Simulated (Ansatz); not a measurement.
**The polar optical mode of BP at 25 GPa, worked through**

Computed with DFT LDA, scalar-relativistic, plane waves, PAW in Ansatz. Cutoff 420 eV, 12×12×12 k-points (Γ-centred), fixed occupations. No spin polarisation. Phonons by linear response, acoustic sum rule imposed.

The cell, relaxed at 25 GPa:
Space group F-43m (No. 216). a = 4.322 Å, b = 4.322 Å, c = 4.322 Å, α = 90.00°, β = 90.00°, γ = 90.00°
```json
{"atom": "B", "site": "4a", "symmetry": "-43m", "x": "0.0000", "y": "0.0000", "z": "0.0000"}
{"atom": "P", "site": "4c", "symmetry": "-43m", "x": "0.2500", "y": "0.2500", "z": "0.2500"}
```

Other phases may be more stable at this pressure. The bands were filled as in an insulator; under compression the gap may have closed between mesh points.

Linear response gives ν_TO = 920.1 cm⁻¹, Born charges ±1.020 e (positive on P) and ε∞ = 9.169. The primitive cell holds 20.179 Å³, and the masses are 10.810 and 30.974 amu.

Q: Find ν_LO and the static dielectric constant.

A: The long-wave field adds a restoring force: ω_LO² − ω_TO² = Z*²e²/(ε_vac ε∞ μV). In these units ν_LO² − ν_TO² = 4.92064×10⁷ Z*²/(μ V ε∞) cm⁻², with μ = m₁m₂/(m₁ + m₂) = 8.013 amu: 34495 cm⁻². So ν_LO = √(920.1² + 34495) = 938.7 cm⁻¹, and the run gives 938.7. Lyddane–Sachs–Teller then gives ε0 = ε∞ (ν_LO/ν_TO)² = 9.54, against 9.54 in the run (it forms both from the same three quantities, so the match checks the arithmetic only). Between ν_TO and ν_LO the dielectric function is negative and an undamped crystal reflects fully: a reststrahlen band from 10.7 to 10.9 μm.

Q: What do the Clausius–Mossotti polarisability and the Szigeti charge come to?

A: With the Lorentz local field, α = (3V/4π)(ε∞ − 1)/(ε∞ + 2) = 3.52 Å³ for the pair, and e_S = 3Z*/(ε∞ + 2) = 0.27 e. The Born charge includes the electrons' response to the dipole's own local field, and e_S takes that enhancement out. The Lorentz field assumes point-like polarisable ions, a poor picture once ε∞ is this large, since the electron clouds then overlap or are shared, so both numbers are formal here.

Q: How strongly does a slow electron couple to the LO mode?

A: For one isotropic parabolic band, Fröhlich's constant is α_F = (1/ε∞ − 1/ε0) √(m* Ry/ħω_LO), with Ry = 13.606 eV, ħω_LO = 116.4 meV and m* in free-electron masses: α_F = 0.0043 × 10.81 × √m* = 0.05 √m*. The band mass isn't part of this run; for m* = 0.1, 0.3 and 1 it gives 0.01, 0.03, 0.05. In weak coupling the polaron lies α_F ħω_LO below the band edge (3 meV at m* = 0.3) with a mass m*(1 + α_F/6); past α_F of about 5 or 6 that expansion fails. A semilocal functional's ε∞ tends to be too large, which taken alone lowers α_F.

Cost: 1 run of about 1.2 core-minutes, on Intel Xeon Processor @ 2.50GHz (Skylake/Cascade Lake) (shared hosts).

BP at this pressure is a stiff but only weakly polar lattice. The high ν_TO of 920.1 cm⁻¹ reflects strong, directional sp³ bonds and the small reduced mass set by boron. The long-range field adds little to it: the Born charges are modest and the easily polarised valence electrons screen the field well, so ν_LO lies only slightly higher and ε0 barely exceeds ε∞.

The sign of the charges is the more telling result. Electronegativity would make P the slightly negative partner, yet the Born charge is positive on P. This inversion is found in the heavier boron pnictides, such as BP and BAs, but not in BN, and probably stems from the compact boron 2p shell, which has no p core beneath it and draws bond charge towards boron. Since a Born charge measures the polarisation caused by displacement, ±1.020 e isn't a static ionic charge.

The small dielectric contrast also explains the weak Fröhlich coupling, but this alone doesn't imply high carrier mobility, because acoustic and non-polar optical deformation-potential scattering remain.
